Dear colleague,

The correlation energy of bulk h-BN that we sent you moved by tenths of an eV per cell from one k mesh to the next, and not smoothly. Most of that comes from one missing term and from the anisotropy of the crystal. Here I derive the term, price the remedies and test them on a model with a known exact answer. Formulas are in Hartree atomic units, numbers in eV and Å, and energies are per four-atom cell.

The structure factor

Take a closed-shell crystal with cell volume Ω and a mesh of Nk k points. Let i, j be occupied and a, b virtual Bloch orbitals normalised in the supercell, with k_a = k_i + q, and let Q = q + G for a reciprocal lattice vector G. With pair densities ρ_ia(Q) = ⟨i|exp(−iQ·r)|a⟩ the Coulomb integral factorises:

⟨ij|ab⟩ = (4π/(Nk Ω)) Σ_G ρ_ia(Q) ρ_jb(−Q)/Q².

For doubles amplitudes t (MP2 or CCD) the energy per cell is (1/Nk) Σ (2t_ij^ab − t_ij^ba)⟨ij|ab⟩. Collecting terms by Q gives

E = (1/Nk) Σ_Q e(Q), e(Q) = 4π S(Q)/(Ω Q²), S(Q) = (1/Nk) Σ (2t_ij^ab − t_ij^ba) ρ_ia(Q) ρ_jb(−Q).

S is the transition structure factor. The vectors Q form the reciprocal lattice of the supercell, so E is a quadrature of Ω/(2π)³ ∫ e(Q) d³Q. At Q = 0 the kernel is infinite, ρ_ia vanishes by orthogonality, and the plain calculation drops the point. In an insulator ρ_ia(q) → −i q·d_ia, with d the transition dipole, so S is of order q² and e has a finite limit. If the crystal is isotropic, S → −A q², the dropped term is −4πA/(Ω Nk), and the computed energy is too high by 4πA/(Ω Nk).

In a metal, excitations across the Fermi surface have ρ of order one. For the electron gas the ring terms, which dominate CCD at small q, give e(q) = (1/2π)∫₀^∞ dω [ln(1 + x) − x], with x(iω) = ε − 1 the independent-particle response. The logarithm stays finite. The linear term gives −½(4π/q²) n S₀ with density n = k_F³/(3π²) and S₀ → 3q/(4k_F), that is e → −k_F²/(2πq). So S is linear in q. The mesh spacing falls as Nk^(−1/3), so the error falls only as Nk^(−2/3); the exchange energy holds the same term with opposite sign.

The limit in h-BN

For the direct MP2 term with G = 0 in both integrals, x(iω) = (4π/(Ωq²))(1/Nk) Σ 4Δ|ρ_ia|²/(Δ² + ω²), with Δ = ε_a − ε_i. The integral ∫₀^∞ dω Δ₁Δ₂/((Δ₁² + ω²)(Δ₂² + ω²)) = π/(2(Δ₁ + Δ₂)) turns the sum over pairs into e = −(1/4π)∫₀^∞ x² dω. As q → 0, x becomes a quadratic form in the unit vector q̂. With t = cos²θ and θ measured from the c axis, x = x∥(1 − t) + x⊥ t, so the limit f₀ of e is a quadratic polynomial in t and depends on the direction of approach.

As typical inputs I use a = 2.50 Å, c = 6.66 Å and electronic dielectric constants 4.9 in the plane and 2.9 along c. Then Ω = (√3/2)a²c = 36.05 Å³, and 16 valence electrons give ω_p = (4πn)^(1/2) = 24.74 eV. One oscillator per direction that exhausts the f-sum rule, x = ω_p²/(ω₀² + ω²), has ω∥ = ω_p/√3.9 = 12.53 eV and ω⊥ = ω_p/√1.9 = 17.95 eV. The frequency integral gives f₀ = −[α(1−t)² + β t(1−t) + γ t²] with α = ω_p⁴/(16ω∥³) = 11.91 eV, γ = ω_p⁴/(16ω⊥³) = 4.05 eV and β = ω_p⁴/(4ω∥ω⊥(ω∥ + ω⊥)) = 13.67 eV. In powers of t,

f₀ = −(A₀ + A₁t + A₂t²), A₀ = 11.91, A₁ = β − 2α = −10.15, A₂ = α − β + γ = 2.29 eV.

The solvable model

Let e(Q) = f₀(t) exp(−σ²Q²) for all Q, with these rounded coefficients. The sphere averages of t and t² are 1/3 and 1/5, so ⟨f₀⟩ = −8.985 eV, and the Gaussian integral gives the exact answer

E∞ = ⟨f₀⟩ Ω/(8π^(3/2) σ³) = −14.200 eV for σ = 0.80 Å.

I chose σ so that E∞ has the typical size of a valence correlation energy, about 0.9 eV per electron. That is an input and tests nothing.

An n×n×m mesh means a supercell of side L = na and height H = mc, with Nk = n²m and shape r = H/L. Write Q = (p, 2πk/H), with p on a triangular lattice. For a term g(Q) of the small-Q expansion of e, let Z[g] be the finite part of (sum over Q ≠ 0 minus integral per mesh volume) under a wide smooth cutoff; the error of the plain sum is ΣZ/Nk. By Poisson summation Z[1] = −1 and Z = 0 for a polynomial that vanishes at the origin. Expand the Gaussian. The terms t and t² are non-analytic. At the next order tQ² is a polynomial, and t²Q² = Q_z² − p² + p⁴/Q² leaves p⁴/Q². All later terms are polynomials. The series therefore stops:

δ_P = E(mesh) − E∞ = [K + A₂σ²W]/Nk, K = A₀ − A₁Z₂ − A₂Z₄,

with Z₂ = Z[t], Z₄ = Z[t²], W = Z[p⁴/Q²]. What remains is of order E∞ exp(−R²/4σ²) for the shortest supercell vector R, far below the printed digits on every mesh used here.

The sums over k are closed. With y = pH/2, Σ_k p²/Q² = y coth y, and differentiation in p² gives Σ_k p⁴/Q⁴ = ½(y coth y + y²/sinh²y). Insert t = 1 − p²/Q². The line p = 0 has t = 1 and lacks its origin, which gives −1. Split y coth y = y + g₁ with g₁ = 2y/(e^(2y) − 1). The sums of p and p³ over the plane follow from Poisson summation, since their two-dimensional transforms are −2π/R³ and 18π/R⁵. For a triangular lattice of unit spacing Σ R⁻³ = 11.034 and Σ R⁻⁵ = 6.762, each being 6ζ(s)·Σ_l [(3l+1)^(−s) − (3l+2)^(−s)] with s = 3/2 or 5/2. Hence

Z₂ = −1 + Cr − Σ g₁,
Z₄ = −1 + (3/2)(Cr − Σ g₁) + Σ y²/(2 sinh²y),
W L² = Dr + (4/r²) Σ y² g₁,

with C = (√3/8π)·11.034 = 0.7604, D = (9√3/8π)·6.762 = 4.194, and sums over p ≠ 0, where y = (2π/√3) r (i² + ij + j²)^(1/2). The same steps for a cubic supercell give Z₂ = −1/3, as symmetry demands. In general Z₂ ≠ −1/3 and Z₄ ≠ −1/5, so the 1/Nk error is not just one missing average value. A direction-dependent limit has a transform that decays as R⁻³, each supercell image feels that tail, and the sum over images depends on the shape.

The candidates

P is the plain mesh, with error K/Nk.

M adds the mean ⟨f₀⟩/Nk for the dropped point. The error keeps the term (K + ⟨f₀⟩)/Nk, which vanishes only at one shape.

Z subtracts K/Nk, built from the three A and the lattice sums. The error A₂σ²W/Nk falls as Nk^(−5/3) at fixed shape, because W ∝ L⁻². If all A are 10 % too small, 0.1K/Nk is added; I call that case Z10.

T staggers the meshes: virtual orbitals sit on a copy shifted by half a step along all three axes. Momentum is still conserved, since twice the shift is a mesh vector, and Q = 0 never occurs. Now coth turns into tanh and the −1 disappears. The image sums acquire signs: the doubled sublattice, which holds 1/8 of Σ R⁻³ and 1/32 of Σ R⁻⁵, counts plus, and its three equal cosets count plus, minus, minus. The factors are 1/8 − 7/24 = −1/6 and 1/32 − 31/96 = −7/24. With h₁ = 2y/(e^(2y) + 1) and i, j replaced by i + ½, j + ½,

Z₂′ = −Cr/6 + Σ h₁, Z₄′ = (3/2)Z₂′ − Σ y²/(2 cosh²y), W′L² = −(7/24)Dr − (4/r²) Σ y² h₁,

and δ_T = [K′ + A₂σ²W′]/Nk with K′ = −A₁Z₂′ − A₂Z₄′. The isotropic part A₀ has gone without any knowledge of its value, and the anisotropic part stays at order 1/Nk.

r       Z₂      Z₄     WL²    K      Z₂′     Z₄′     W′L²    K′
0.888  −0.388  0.124  7.16   7.69   0.185  −0.260  −6.86   2.47
0.999  −0.272  0.207  5.87   8.68   0.088  −0.289  −4.94   1.56
1.066  −0.210  0.264  5.56   9.17   0.042  −0.302  −4.22   1.12
1.332   0.009  0.532  5.78  10.79  −0.088  −0.333  −2.80  −0.13

K and K′ are in eV and come from unrounded sums.

Work and memory

Let o, v and n_x be the numbers of occupied, virtual and auxiliary functions per k point. An integral carries four k labels and momentum conservation removes one, so MP2 with its exchange term visits Nk³ triples and assembles o²v² integrals of n_x products in each: work Nk³ o²v² n_x. The stored factors ρ_ia carry two k labels: memory Nk² o v n_x. CCD adds a summed k label in the ladder term, for work Nk⁴ o²v⁴, and stores Nk³ o²v² amplitudes.

The patches need f₀. At q = 0 only Nk² triples remain, and a few contractions of o²v² numbers with dipoles replace the auxiliary sum, so the extra work is a few parts in Nk n_x. T visits the same Nk³ triples and stores the same factors; its extra Fock build on the shifted mesh grows as Nk². At leading order all four cost the same on a given mesh, and cost means Nk. Eliminating Nk at fixed shape, the error falls as work^(−1/3) for P, M and T and as work^(−5/9) for Z. With CCD costs the exponents would be −1/4 and −5/12.

Errors of the model in meV per cell, with MP2 work (Nk/9)³ and memory (Nk/9)² relative to 3×3×1:

mesh    Nk   r      work   memory  P      M       Z      Z10    T
3×3×1    9  0.888      1      1   875.4  −122.9  20.74  106.2  255.0
4×4×2   32  1.332     45   12.6   339.7    58.9   2.65   36.4   −5.5
5×5×2   50  1.066    171   30.9   184.5     4.8   1.04   19.4   21.5
6×6×2   72  0.888    512     64   107.5   −17.3   0.65   11.3   33.7
8×8×3  192  0.999   9709    455    45.3    −1.5   0.11    4.6    8.0

M and T do not improve steadily with Nk, because the shape changes K + ⟨f₀⟩ and K′ faster than Nk grows. The same effect governs extrapolation of plain results by (N₂E₂ − N₁E₁)/(N₂ − N₁), which I call X. From 3×3×1 and 6×6×2, which share r, it cancels K and leaves −2.2 meV at work 513. From 4×4×2 and 5×5×2, which do not, it leaves −91.5 meV.

Cheapest choice for a stated accuracy

All picks are among the tabulated meshes.

For 50 meV, Z on 3×3×1 suffices at work 1. Z10 and T need 4×4×2 at 45, M needs 5×5×2 at 171 and P needs 8×8×3 at 9709.

For 10 meV, Z and T both pass on 4×4×2 at 45. M passes at 171, X at 513 and Z10 only at 9709. P near r = 1 would need 8.68 eV/10 meV = 868 points, at 2.0×10⁴ times the work of 4×4×2.

For 2 meV, Z on 5×5×2 at 171 is cheapest and M needs 9709. X narrowly misses, and no row of P, Z10 or T passes.

Best choice inside a budget

With work up to 50, Z on 4×4×2 gives 2.65 meV. If f₀ is unavailable or good to only 10 %, T on the same mesh gives −5.5 meV. With work up to 600, Z on 6×6×2 gives 0.65 meV, and X gives −2.2 meV with no f₀ at all, ahead of Z10 at 11.3 meV. With memory capped at 40 the largest mesh is 5×5×2, where Z gives 1.04 meV; without a trusted f₀, T on the smaller 4×4×2 beats T and Z10 on 5×5×2. The success of T at r = 1.332 rests on a near cancellation in K′ between −0.90 and +0.76 eV, which depends on A₂/A₁. Test it on two meshes of that shape before relying on it.

What the model leaves out

Three omitted terms also fall as 1/Nk. Picture eight localised bonds per cell, each with three equal dipole excitations of energy Δ, and let w = 4πd²/Ω, so that x = 32w/Δ and the direct limit is −(8w)²/Δ.

The first is MP2 exchange, estimated from on-site terms. Its limit is +8wV/(2Δ), where V = (w/3) Ω (2π/σ²)^(3/2)/(2π)³ = (w/3)·4.47 is the on-site integral for a pair density whose square falls as exp(−σ²Q²/2). The ratio to the direct limit is −4.47/48 = −0.09. This term holds two kernels with different momenta, and each loses its zero point. One loss shows in S(q → 0). The other, of equal size, sits inside the amplitudes and shifts S at all Q, where a patch read off the small-q end of S misses it. That is my reason for the column Z10.

The second lies in the orbital energies. Hartree–Fock exchange on the same mesh needs its Madelung correction, or the gap errs as Nk^(−1/3). Even then the dropped point leaves occupied levels too low by w/Nk and virtual ones too high by w/(3Nk). With in-plane values w = 3.9·12.53/32 = 1.5 eV, the gap is too wide by 2.0 eV/Nk, and since E ∝ 1/Δ the energy is too high by about 2.3 eV/Nk, roughly a quarter of K. The table assumes orbitals and energies from a converged mean-field mesh.

The third is the local-field coupling of G = 0 to G ≠ 0. It adds a form linear in t to A₀ and A₁, half of which appears in S(G ≠ 0). The model sets it to zero and cannot size it; a real patch has to include it.

The numbers in the tables are the model's, not those of h-BN. I expect Hartree–Fock orbitals, with their wider gaps, to give a smaller response than the typical dielectric constants, and so a smaller MP2 limit. Summing rings cuts it further: for one oscillator the ring formula gives (ω₀/2)[√ε − 1 − (ε − 1)/2], which is −4.61 eV in the plane and −2.22 eV along c, smaller than second order by factors 2.6 and 1.8. A coupled-cluster calculation should therefore show a 1/Nk error from this term of about half the P column or less. The lattice sums Z₂, Z₄, Z₂′ and Z₄′ depend on r alone and carry over unchanged, so when two k meshes for h-BN are compared or extrapolated, the first thing to ask is whether they share the ratio mc/(na).

With best regards,
your colleague in theory